## Question

A crystal of TiAl₃ is stretched or squeezed along its c axis while its sides are held at their unstrained length a. The table gives the energy and the stresses from a density-functional calculation. The strain is the relative change of c, and energies are counted from the unstrained crystal. Stress zz acts along c and stress xx across the clamped sides; both are positive in compression, so a crystal under tension has negative values.

TiAl3 (I4/mmm, 8-atom cell, unstrained a = 3.845 Å, c = 8.623 Å), strained along c with a held and atoms relaxed within the symmetry. Ansatz 0.2.0, plane-wave PAW, scalar-relativistic, PBE, no spin polarisation; cutoff 420 eV, k mesh 10×10×4, Gaussian smearing of 0.1 eV. Energies are extrapolated to zero smearing; stress is positive in compression.

```tsv
strain (%)	energy change (meV/atom)	c over a	stress xx (GPa)	stress zz (GPa)
-3	10.7	2.1751	1.55	7.08
-2	4.7	2.1976	0.94	4.66
-1	1.2	2.2200	0.41	2.31
0	0.0	2.2424	-0.05	0.05
1	1.0	2.2648	-0.45	-2.10
2	4.1	2.2872	-0.82	-4.12
3	?	?	?	?
```

(a) How should the stress along c continue at a strain of +3 %?

(b) Why does a stretch along c also put the sides under stress, and how large will that stress be?

(c) What will the energy be?

Give each forecast an error bar and say where it comes from.

## Model answer

**(a) The stress along c.** Start with two limiting cases. For a very small strain any crystal obeys Hooke's law, and the tension grows in proportion to the stretch. For a very large stretch the atomic layers have been pulled apart and no longer attract each other, so the tension must have returned to zero. The curve of tension against strain therefore begins as a straight line, bends over and at some point comes down again.

Squeezing leads to the opposite limit. The electron clouds of neighbouring atoms are pushed into each other, and the repulsion rises ever more steeply. The simplest curve that joins these limits is stiffest under compression and softens steadily as the crystal is stretched. This is ordinary anharmonicity: a contact between atoms resists being shortened more than being lengthened.

The known rows behave in this way. The stiffness, meaning the change in stress divided by the change in strain, is 242 GPa between −3 and −2 %. Between +1 and +2 % it is only 202 GPa, and it falls at each step on the way. The next percent should therefore add tension, but less than the percent before it.

To put a number on this, stress zz was fitted to the six known rows by a polynomial of third order in the strain. Its value at +3 % is −5.99 GPa. A polynomial of second order, in which the stiffness falls by the same amount at each step, gives −6.07 GPa. The second-order curve misses the known rows by up to 0.014 GPa, which is more than rounding can give, so the third order is the better choice. Theory prescribes neither form, however, and the distance between the two forecasts is a fair error bar.

**(b) The stress across the sides.** Consider how the contacts between neighbouring layers lie. They are tilted: each rises by a quarter of c and at the same time runs sideways by half of a. When c grows, these contacts lengthen and pull along their own direction, which is partly upwards and partly sideways. Free sides would give way and draw in, but here the clamp holds them, and the sideways pull appears as tension in stress xx.

Limiting cases help again. Contacts that stood upright would pull only along c and leave the sides free of stress. The flatter the contacts lie, the larger the sideways share becomes. If each contact were a simple spring, the share would follow from geometry alone. Half of the contacts lean along x and half along y, so the ratio of lateral to axial stress change is

$$\frac{\tfrac12 (a/2)^2}{(c/4)^2}=\frac{2}{(c/a)^2}\approx 0.40 .$$

The stiffness of the springs cancels, which makes this a sharp test of the picture. The calculation gives 43 GPa for the lateral response around zero strain and 220 GPa for the axial one, a ratio of about 0.2. Springs between neighbouring layers thus explain the sign of the lateral stress but give twice its size.

Some further force must be at work. One that resists the stretch without pulling the sides inwards would lower the ratio, and a resistance to a change of shape does this. If part of the energy depends only on c/a, a longer c raises that energy, and a wider a would lower it again. This part adds to the tension along c and pushes the sides outwards, against the pull of the springs. Directional bonds between Ti and Al would act in this way; they are a plausible source, but these numbers don't test it.

As the spring picture fails in size, the forecast relies on the calculated curve. The same third-order fit to the six known values of stress xx gives −1.16 GPa at +3 %. The error bar is again the distance to the second-order forecast.

**(c) The energy.** With the sides clamped, the area on which the tension acts stays constant. The work per atom for a small further strain $d\varepsilon$ is then

$$dE = T\,V_0\,d\varepsilon ,$$

where $T$ is the tension along c (stress zz with its sign reversed) and $V_0$ = 15.94 Å³ is the unstrained volume of an atom. The slope of the energy curve is thus the tension times $V_0$, and a forecast of the stress is also a forecast of the energy.

Here is the third percent in full. The tension rises from 4.12 GPa to the forecast 5.99 GPa, so its mean is 5.055 GPa. Multiplied by 15.94 Å³ and by a strain of 0.01, this is 0.81 GPa Å³. One GPa Å³ is about 6.2 meV, so the third percent costs about 5.0 meV per atom. Added to the 4.1 meV already stored at +2 %, it gives 9.1 meV.

The energies themselves were not used in the stress fit, so the known rows can show how closely the calculated energies and stresses agree. The work of the fitted stress, counted from zero strain, follows them to within 0.24 meV per atom. The largest difference is at −3 %, and it sets the error bar. It is more than rounding can give, and it comes from the smearing of the electron occupations. The stresses are slopes of the free energy, which contains the entropy of that smearing, while the energies in the table are extrapolated to zero smearing. The free energy itself rises by 10.46 meV per atom at −3 %, in line with the work of the stress.

**Forecasts for +3 %**

- The tension along c still rises, but by less than in the step before: stress zz near −5.99 GPa, give or take about 0.08.
- The lateral tension also rises: stress xx near −1.16 GPa, give or take about 0.07.
- The energy is near 9.1 meV/atom, give or take about 0.2, and so below the cost at −3 %.
- The ratio c/a is near 2.310. It follows from the clamp alone, as 2.2424 × 1.03.

## The computed row

The withheld rows as computed:

```tsv
strain (%)	energy change (meV/atom)	c over a	stress xx (GPa)	stress zz (GPa)
3	9.2	2.3097	-1.15	-6.02
```

Both stresses fall within their error bars. The tension along c is 6.02 GPa, 0.03 GPa more than forecast, and the lateral tension of 1.15 GPa is 0.01 GPa less. Rounding of the known stresses explains little of the axial miss: with the unrounded values the forecast moves by less than 0.01 GPa. The computed curve is simply not an exact third-order polynomial, and an extrapolation brings this out.

The energy is 9.2 meV per atom, 0.1 meV above the forecast and well inside the error bar. It is also below the 10.7 meV needed to squeeze the crystal by the same amount, as the softening requires. The value of c/a is fixed by the chosen strain and tests nothing.

## Remarks on the reasoning

One wrong answer to (a) extends the straight line through the rows near zero strain. That gives a tension of 6.57 GPa, about 9 % above the computed value. Hooke's law is a good guide for the first percent, but by the third the softening is plainly visible. An answer that gets the direction of this error right has understood most of the problem, even without a fit.

The third-order polynomial passes through the six known values of stress zz with no visible error, and this should not impress anyone. Four coefficients and six rounded values leave little room for a misfit. The distance between the second- and third-order forecasts says more about the doubt, and here the computed stress lies between them. The printed output below gives both fits and the stiffness of each step.

An engineer should note what kind of stiffness this is. The 220 GPa is the elastic constant C33, which applies when the sides can't move. A bar with free sides would draw in as it is stretched and would need less tension for the same strain. To use C33 as Young's modulus would therefore overstate the load.

The successful forecast supports the statement that the crystal softens smoothly up to +3 %. Apart from the small smearing term, the energy must follow from the work done by the stress in any consistent calculation, so this agreement checks the numbers and says nothing new about the crystal. The account of contacts that weaken as they lengthen comes from theory and agrees with the softening. A smooth curve can't tell which contacts, Ti–Al or Al–Al, weaken most.

Printed output of the fit:

```
fit of szz on 6 rows: constant 0.05 +/- 4.8e-15, coefficient of x -2.208 +/- 4.3e-15, coefficient of x**2 0.055 +/- 1.7e-15, coefficient of x**3 0.003333 +/- 8.7e-16; rms 4.3e-15, worst -3 6.22e-15, leave-one-out rms 1.1e-14
  rows outside the fit (model, value, miss): 3 -5.99, -6.02, 0.03
fit of szz on 6 rows: constant 0.058 +/- 0.0094, coefficient of x -2.194 +/- 0.0045, coefficient of x**2 0.05 +/- 0.0025; rms 0.011, worst 1 0.014, leave-one-out rms 0.0351
  rows outside the fit (model, value, miss): 3 -6.074, -6.02, -0.054
fit of sxx on 6 rows: constant -0.04778 +/- 0.0019, coefficient of x -0.429 +/- 0.0017, coefficient of x**2 0.02683 +/- 0.0007, coefficient of x**3 -0.002593 +/- 0.00035; rms 0.00163, worst 1 -0.00254, leave-one-out rms 0.011
  rows outside the fit (model, value, miss): 3 -1.163, -1.15, -0.0133
fit of sxx on 6 rows: constant -0.054 +/- 0.0075, coefficient of x -0.4401 +/- 0.0036, coefficient of x**2 0.03071 +/- 0.002; rms 0.00867, worst 1 -0.0134, leave-one-out rms 0.0277
  rows outside the fit (model, value, miss): 3 -1.098, -1.15, 0.052
error bar of the stress zz forecast at +3 %, GPa: 0.084
error bar of the stress xx forecast at +3 %, GPa: 0.06533
forecast of the energy change at +3 %, meV/atom: 9.142
error bar of the energy forecast, meV/atom: 0.2387
energy forecast less computed value, meV/atom: -0.05753
forecast of c/a at +3 % from geometry: 2.31
straight-line stress zz at +3 % from the slope over -1 to +1 %, GPa: -6.565
C33 from the stresses at -1 and +1 %, GPa: 220.5
C13 from the stresses at -1 and +1 %, GPa: 43
ratio C13/C33: 0.195
the same ratio for central springs between neighbouring layers: 0.3977
stiffness over the step that ends at each row, and work of the fitted stress:
  row  axial GPa  lateral GPa  lateral/axial  work meV/atom
   -3        n/a          n/a            n/a          10.46
   -2        242           61         0.2521          4.626
   -1        235           53         0.2255          1.166
    0        226           46         0.2035              0
    1        215           40          0.186           1.03
    2        202           37         0.1832          4.135
    3        190           33         0.1737          9.178
```
